**Linear χT of 4d¹ Mo⁵⁺ in an octahedral field: Curie and Van Vleck parts**

The table holds the powder $\chi T$ of Mo⁵⁺ from 2 to 300 K for four values of $10Dq$, from radial Dirac CI 1 with one Dirac-Coulomb-Breit configuration in a parametric $O_h$ crystal field and Van Vleck's formula. The program fits a line $a + bT$ to each column and compares it with a ten-state one-electron model, crystal field plus $\zeta\,\mathbf{l\cdot s}$, whose $\zeta$ = 981 cm⁻¹ comes from the level energies of three runs. No row leaves the line by more than 0.053 %, and the model with the free-electron $g$ reproduces all values to the rounding, whereas $g = 2$ and the Kotani limit without $e_g$ mixing do not. The output shows the intercept falling nearly as the inverse square of the upper $\Gamma_8$ energy and splits the slope into $\Gamma_7$ and upper $\Gamma_8$ parts. It sizes the thermal upturn at 300 K at about 3 × 10⁻⁵ cm³ K/mol, enough only to tip the last printed digit in two columns, and extrapolates a 1 % departure from the line to between 560 and 705 K.

χT of Mo⁵⁺ (4d¹) in a parametric crystal field of Oh symmetry, calculated with radial Dirac CI 1 for one Dirac-Coulomb-Breit configuration with exchange-only KLI orbitals and model QED. χ is the molar powder susceptibility from Van Vleck's formula. The base run has 10Dq = 8500 cm⁻¹, and the other columns change only 10Dq.

## Analysis program

```python
# Table: powder chi*T (cm3 K/mol), Mo5+ 4d1 in Oh; radial Dirac CI 1, one Dirac-Coulomb-Breit configuration,
# parametric crystal field, four 10Dq. Tested: line a+bT vs rounding; d1 model V(Oh)+zeta l.s with Van Vleck formula.
T = {
    'temperature': [2, 5, 10, 20, 50, 100, 200, 300],  # K
    'run0': [0.03133, 0.03226, 0.03381, 0.03692, 0.04623, 0.06175, 0.0928, 0.1239],  # cm3 K/mol
    'run1': [0.006046, 0.007063, 0.008758, 0.01215, 0.02231, 0.03926, 0.07315, 0.1071],  # cm3 K/mol
    'run2': [0.002814, 0.00385, 0.005575, 0.009026, 0.01938, 0.03664, 0.07115, 0.1057],  # cm3 K/mol
    'run3': [0.001396, 0.002444, 0.004191, 0.007685, 0.01817, 0.03564, 0.07058, 0.1055],  # cm3 K/mol
}
import numpy as np
from scipy import constants as sc
t = np.array(T['temperature'], float); Y = [np.array(T['run%d' % i], float) for i in range(4)]
D = [8500., 22150., 35800., 63050.]  # 10Dq settings, cm-1
# further outputs of runs 0-2 (not table): G7 gap, upper G8 (cm-1), 7-figure chiT at 2, 100, 200, 300 K
gap = np.array([1629.315, 1535.1, 1511.253]); Eup = np.array([9306.1, 22767.7, 36370.0])
raw = [[0.03132974, 0.06175446, 0.09280094, 0.1238734], [0.006046443, 0.03926011, 0.07315308, 0.1070726],
       [0.002814264, 0.03663617, 0.07115001, 0.105689]]
C = sc.N_A*sc.value('Bohr magneton')**2*sc.mu_0/(4*np.pi)/sc.k*1e6
kB = sc.k/(sc.h*sc.c*100); ge = -sc.value('electron g factor')
zs = (gap-(Eup-np.array(D[:3]))/2)/1.25; z = zs.mean()
print('N muB^2/k = %.5f cm3K/mol; kT(300K) = %.1f cm-1; zeta per run' % (C, 300*kB), zs.round(2), 'mean %.2f cm-1' % z)
m = np.arange(2, -3, -1.); lz = np.diag(m); lp = np.diag(np.sqrt(6-m[1:]*(m[1:]+1)), 1)
sz = np.diag([.5, -.5]); sp = np.array([[0, 1.], [0, 0]])
ls = np.kron(lz, sz)+.5*(np.kron(lp, sp.T)+np.kron(lp.T, sp))
V = np.diag([1., -4, 6, -4, 1]); V[0, 4] = V[4, 0] = 5
def model(d, g):
    E, U = np.linalg.eigh(np.kron(V*d/10, np.eye(2))+z*ls); E = E-E[0]
    M = (U.T@(np.kron(lz, np.eye(2))+g*np.kron(np.eye(5), sz))@U)**2
    dE = E[None, :]-E[:, None]; deg = abs(dE) < 1e-3
    cu = C*M*deg; vv = np.where(deg, 0, 2*C*kB*M/np.where(deg, 1, dE))
    def f(x):
        w = np.exp(-E/(kB*x)); return w@(cu.sum(1)+x*vv.sum(1))/w.sum()
    return E, cu[:4].sum()/4, vv[:4, 4:6].sum()/4, vv[:4, 6:].sum()/4, np.vectorize(f), cu[4:6].sum()/2, vv[4:6].sum()/2
fl = lambda y: 0.5*10.**(np.floor(np.log10(y))-3)
A = np.c_[np.ones_like(t), t]; a = []; b = []
print('line a+bT weighted by rounding floor; residual/floor at T =', t.astype(int))
for i, y in enumerate(Y):
    p = np.linalg.lstsq(A/fl(y)[:, None], y/fl(y), rcond=None)[0]; a.append(p[0]); b.append(p[1]); r = y-A@p
    print('run%d a=%.6f cm3K/mol b=%.4fe-4 cm3/mol' % (i, p[0], p[1]*1e4), (r/fl(y)).round(2), 'max %.3f%%' % (100*abs(r/y).max()))
    assert abs(r/y).max() < 2e-3
print('floor at 200 K %.0e, at 300 K %.0e cm3K/mol' % (fl(Y[0])[-2], fl(Y[0])[-1]))
print('a0/a3 %.1f; b3/b0-1 %.1f%%; run0/run3 by T' % (a[0]/a[3], 100*(b[3]/b[0]-1)), (Y[0]/Y[3]).round(2))
print('Curie share a/chiT % at 2 K', [round(100*a[i]/Y[i][0], 1) for i in range(4)], '300 K', [round(100*a[i]/Y[i][-1], 1) for i in range(4)])
R = [model(d, ge) for d in D]; Eu = np.array([r[0][6] for r in R]); G = np.array([r[0][4] for r in R])
print('model gap', G.round(1), 'upper G8', Eu.round(1), 'cm-1; max misfit to outputs %.2f' % max(abs(G[:3]-gap).max(), abs(Eu[:3]-Eup).max()))
ex = np.diff(np.log(a))/np.diff(np.log(Eu)); print('exponent of a vs E_up', ex.round(2), 'vs 10Dq', (np.diff(np.log(a))/np.diff(np.log(D))).round(2))
for name, g, big in (('full g=ge', ge, 0), ('full g=2', 2., 0), ('Kotani no eg', 2., 1)):
    print(name, ': model error % by T, then worst |err|/floor')
    for i in range(4):
        f = model(1e8 if big else D[i], g)[4](t)
        print(' run%d' % i, (100*(f/Y[i]-1)).round(2), '%.1f' % (abs(f-Y[i])/fl(Y[i])).max())
print('intercept: fit | full ge | full g=2 | 8C(zeta/Eup)^2 (err %) | eg weight %')
for i in range(4):
    s2 = (1-(D[i]+z/2)/Eu[i])/2; lo = 8*C*(z/Eu[i])**2
    print(' run%d %.6f %.6f %.6f %.6f (%+.1f) %.3f' % (i, a[i], R[i][1], model(D[i], 2.)[1], lo, 100*(lo/a[i]-1), 100*s2))
print('slope 1e-4 cm3/mol: fit | model G7 + upper G8 = sum | 2NmuB^2/gap; Kotani %.3f' % (2e4*C*kB/(1.5*z)))
for i in range(4):
    print(' run%d %.3f | %.3f + %.3f = %.3f | %.3f' % (i, b[i]*1e4, R[i][2]*1e4, R[i][3]*1e4, (R[i][2]+R[i][3])*1e4, 2e4*C*kB/G[i]))
print('upturn over line, 1e-5: raw 200,300 K | model 200,300 K | G7 pop % 300K | chiT of G7 alone 300K | dev % 500,1000 K | T(1%)')
xs = np.arange(300., 4000., 5.)
for i in range(4):
    E, cu, v1, v2, f, c7, v7 = R[i]; dev = lambda x: f(x)-cu-x*(v1+v2)
    up = [np.nan]*2 if i == 3 else [raw[i][k]-raw[i][1]-(raw[i][1]-raw[i][0])/98*100*(k-1) for k in (2, 3)]
    rel = lambda x: dev(x)/(cu+x*(v1+v2)); bad = xs[abs(rel(xs)) > 0.01]; q = 0.5*np.exp(-G[i]/(kB*300))
    print(' run%d %.2f %.2f | %.2f %.2f | %.4f | %.3f | %+.2f %+.2f | %s K' % (i, up[0]*1e5, up[1]*1e5, dev(200.)*1e5, dev(300.)*1e5,
          100*q/(1+q), c7+300*v7, 100*rel(500.), 100*rel(1000.), bad[0] if len(bad) else '>4000'))
assert np.all(np.diff(a) < 0) and np.all(np.diff(b) > 0)
assert np.all((ex > -2.2) & (ex < -1.7))
assert np.ptp(zs) < 1.0
```

Printed output:

```
N muB^2/k = 0.37515 cm3K/mol; kT(300K) = 208.5 cm-1; zeta per run [981.01 981.   981.  ] mean 981.00 cm-1
line a+bT weighted by rounding floor; residual/floor at T = [  2   5  10  20  50 100 200 300]
run0 a=0.030708 cm3K/mol b=3.1046e-4 cm3/mol [ 0.29  0.02 -0.44  0.65 -0.1  -0.68  0.16  1.1 ] max 0.044%
run1 a=0.005368 cm3K/mol b=3.3892e-4 cm3/mol [-0.61 -0.1   0.75  0.64 -0.85 -0.   -0.31  1.14] max 0.053%
run2 a=0.002124 cm3K/mol b=3.4513e-4 cm3/mol [-0.18  1.06 -0.21 -0.75 -0.04  0.7   0.16  0.76] max 0.036%
run3 a=0.000697 cm3K/mol b=3.4941e-4 cm3/mol [ 0.44 -0.03 -0.14 -0.37  0.49  0.38  0.15 -0.41] max 0.019%
floor at 200 K 5e-06, at 300 K 5e-05 cm3K/mol
a0/a3 44.1; b3/b0-1 12.5%; run0/run3 by T [22.44 13.2   8.07  4.8   2.54  1.73  1.31  1.17]
Curie share a/chiT % at 2 K [np.float64(98.0), np.float64(88.8), np.float64(75.5), np.float64(49.9)] 300 K [np.float64(24.8), np.float64(5.0), np.float64(2.0), np.float64(0.7)]
model gap [1629.3 1535.1 1511.2 1494.2] upper G8 [ 9306.1 22767.7 36370.  63585.9] cm-1; max misfit to outputs 0.03
exponent of a vs E_up [-1.95 -1.98 -1.99] vs 10Dq [-1.82 -1.93 -1.97]
full g=ge : model error % by T, then worst |err|/floor
 run0 [-0.    0.    0.01 -0.01  0.    0.01  0.   -0.02] 0.9
 run1 [ 0.01  0.   -0.   -0.03  0.02  0.    0.   -0.02] 0.9
 run2 [ 0.01 -0.01  0.    0.01  0.   -0.01  0.   -0.01] 1.0
 run3 [ 0.01  0.01  0.01  0.   -0.02 -0.01 -0.    0.04] 0.8
full g=2 : model error % by T, then worst |err|/floor
 run0 [ 0.21  0.21  0.2   0.15  0.1   0.05 -0.02 -0.07] 13.3
 run1 [ 0.41  0.33  0.23  0.1   0.02 -0.06 -0.1  -0.14] 50.1
 run2 [ 0.53  0.33  0.19  0.06 -0.05 -0.11 -0.12 -0.14] 29.8
 run3 [ 0.56  0.26  0.09 -0.02 -0.12 -0.13 -0.14 -0.1 ] 20.0
Kotani no eg : model error % by T, then worst |err|/floor
 run0 [-97.74 -94.51 -89.52 -80.8  -61.67 -42.61 -23.62 -14.17] 6124.2
 run1 [-88.28 -74.91 -59.54 -41.67 -20.58  -9.73  -3.11  -0.71] 10674.5
 run2 [-74.81 -53.98 -36.43 -21.48  -8.57  -3.28  -0.38   0.6 ] 4210.5
 run3 [-49.23 -27.5  -15.44  -7.77  -2.48  -0.57   0.42   0.8 ] 1374.5
intercept: fit | full ge | full g=2 | 8C(zeta/Eup)^2 (err %) | eg weight %
 run0 0.030708 0.030708 0.030776 0.033350 (+8.6) 1.696
 run1 0.005368 0.005369 0.005394 0.005572 (+3.8) 0.279
 run2 0.002124 0.002124 0.002140 0.002183 (+2.8) 0.109
 run3 0.000697 0.000697 0.000706 0.000714 (+2.5) 0.036
slope 1e-4 cm3/mol: fit | model G7 + upper G8 = sum | 2NmuB^2/gap; Kotani 3.544
 run0 3.105 | 2.512 + 0.592 = 3.105 | 3.201
 run1 3.389 | 3.106 + 0.283 = 3.389 | 3.397
 run2 3.451 | 3.268 + 0.183 = 3.451 | 3.451
 run3 3.494 | 3.387 + 0.107 = 3.494 | 3.490
upturn over line, 1e-5: raw 200,300 K | model 200,300 K | G7 pop % 300K | chiT of G7 alone 300K | dev % 500,1000 K | T(1%)
 run0 0.08 2.77 | 0.08 2.76 | 0.0202 | 0.261 | -0.00 -4.67 | 705.0 K
 run1 0.15 2.95 | 0.15 2.96 | 0.0317 | 0.200 | -0.31 -8.36 | 595.0 K
 run2 0.17 2.85 | 0.17 2.85 | 0.0356 | 0.186 | -0.42 -9.35 | 570.0 K
 run3 nan nan | 0.18 2.71 | 0.0386 | 0.176 | -0.51 -10.07 | 560.0 K
```
